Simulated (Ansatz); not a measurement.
# Ru: pressure and energy change per atom as volume scale varies

Results calculated with Ansatz 0.2.0, not measured. Plane-wave DFT, scalar-relativistic PAW made under PBE with cores redone for the functional, no dispersion; the given relaxed cell is scaled uniformly, energy at zero smearing counts from the unscaled cell, pressure at the given Fermi-Dirac smearing is positive in compression.

The cell before it is scaled or strained (space group P6/mmm, No. 191):
```
Ru
1.0
      4.2392     0.0000     0.0000
     -2.1196     3.6713     0.0000
      0.0000     0.0000     2.6639
Ru
3
Direct
  0.00000 0.00000 0.00000
  0.33333 0.66667 0.50000
  0.66667 0.33333 0.50000
```

Settings of every row: spin polarised yes; functional r2SCAN; wave cutoff 500 eV; smearing width 0.05 eV; k mesh 10x10x13.

Atom:
| element | starting moment (Bohr magneton) |
| --- | --- |
| Ru | 1 |
| Ru | 1 |
| Ru | 1 |

Limits: all rows lie far from zero pressure; search for a lower magnetic state is off; the cell comes from a prototype or a list of computed structures and needn't be the stable phase.

| row | volume scale | V (Å³/atom) | pressure (GPa) | energy change per atom (meV) |
| --- | --- | --- | --- | --- |
| 1 | 0.88 | 12.161 | 55.25 | 252.74 |
| 2 | 0.92 | 12.714 | 32.48 | 103.05 |
| 3 | 0.96 | 13.267 | ? | ? |
| 4 | 1.04 | 14.373 | -11.38 | 20.66 |
| 5 | 1.08 | 14.925 | -20.38 | 76.37 |
| 6 | 1.12 | 15.478 | -27.45 | 159.7 |

Largest site moment is 0 Bohr magneton in every row.

Question: what pressure and energy change per atom should row 3 give?

Worked fit of pressure. Take u = (V_r/V)^(2/3) − 1 with V_r = 14.373 Å³ an atom, which is twice the finite (Eulerian) strain; such expansions in the strain, on which the Birch-Murnaghan equation of state is built, carry the rest volume and the bulk modulus. The shown rows have u = 0.11785, 0.0852, 0, -0.02481, -0.04818. Least squares give pressure = −11.494 + 397.346 × u + 1424.57 × u² GPa; a straight line predicts inner rows, each left out in turn, worse (root mean square 4.1 against 0.31 GPa). The rows lie off it by 0.13, -0.22, 0.11, 0.10, -0.12 (root mean square 0.14 GPa). The pressure vanishes at u = 0.0264, or V = 13.82 Å³ an atom, and there the bulk modulus at fixed shape and fractions is B = −V dP/dV = (2/3)(1 + u) dP/du = 323 GPa. Letting shape and atoms relax would as a rule lower it, by much in layered, chain or molecular crystals. The withheld row has u = 0.05483, so the fit gives −11.494 + 397.346 × (0.05483) + 1424.57 × (0.05483)² = 14.58 GPa.

The calculation gave 14.38 GPa. The fit lies 0.20 GPa (1.4 % of the value, 0.24 % of the column's range) above it; its largest miss of a shown row is 0.22 GPa.

Worked fit of energy change per atom. Take u = (V_r/V)^(2/3) − 1 with V_r = 14.373 Å³ an atom, which is twice the finite (Eulerian) strain; such expansions in the strain, on which the Birch-Murnaghan equation of state is built, carry the rest volume and the bulk modulus. The shown rows have u = 0.11785, 0.0852, 0, -0.02481, -0.04818. Least squares give energy change per atom = 19.663 − 1510.197 × u + 29505.28 × u² meV; a straight line predicts inner rows, each left out in turn, worse (root mean square 84 against 2.9 meV). The rows lie off it by 1.27, -2.12, 1.00, 1.08, -1.22 (root mean square 1.4 meV). The withheld row has u = 0.05483, so the fit gives 19.663 − 1510.197 × (0.05483) + 29505.28 × (0.05483)² = 25.56 meV.

The calculation gave 23.61 meV. The fit lies 1.95 meV (8.3 % of the value, 0.84 % of the column's range) above it; its largest miss of a shown row is 2.12 meV.
